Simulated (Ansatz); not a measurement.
# From C to Ge: the HOMO–LUMO gap

All atoms of one element are swapped for its congeners: C6H14 (hexane) `CCCCCC`; Si6H14 `[SiH3][SiH2][SiH2][SiH2][SiH2][SiH3]`; Ge6H14 `[GeH3][GeH2][GeH2][GeH2][GeH2][GeH3]`. All are singlets with charge 0.

Shapes, held fixed at every level: PBE0-D4/def2-TZVP. Flexible molecules stand in one conformer, not always the lowest. Programs: Ansatz 0.2.0. Values in eV.

```csv
level,C6H14,Si6H14,Ge6H14
PBE-D4/def2-TZVPP,7.60,5.41,5.49
r2SCAN-D4/def2-TZVPP,8.58,5.80,5.97
B3LYP-D4/def2-TZVPP,9.26,6.88,6.81
PBE0-D4/def2-TZVPP,9.76,7.20,7.25
wB97M-V/def2-TZVPP,13.50,10.84,10.83
wB97X-V/def2-TZVPP,14.04,11.36,11.26
```

At wB97X-V/def2-TZVPP the HOMO–LUMO gap falls at every step, from 14.04 to 11.26 eV. 3 of 6 levels show this order throughout; 3 agree on the largest and the smallest. Relativity is left out for Ge unless named. Orbital gaps aren't excitation energies, and the LUMO depends on the basis.

The robust result is the large drop from hexane to its silicon analogue, which appears at every level. The step from silicon to germanium is small and changes sign with the functional, so the steady fall at wB97X-V, from 14.04 to 11.26 eV, doesn't establish an order between the two heavier chains.

Carbon stands apart because its compact valence orbitals form short, strong σ bonds with deep-lying occupied levels. Si–Si and Ge–Ge bonds are longer and weaker, which raises the σ-type HOMO and brings σ* levels down. Coupling between neighbouring bonds, the σ conjugation typical of polysilanes and polygermanes, probably narrows the gap further. Silicon and germanium nearly coincide because the filled 3d shell screens the germanium nucleus poorly, limiting the growth in atomic size and keeping the valence energies similar. The much wider gaps from the range-separated hybrids probably reflect their full long-range exact exchange. With only one chain length per element, the contribution of σ conjugation can't be separated from that of the individual bonds.
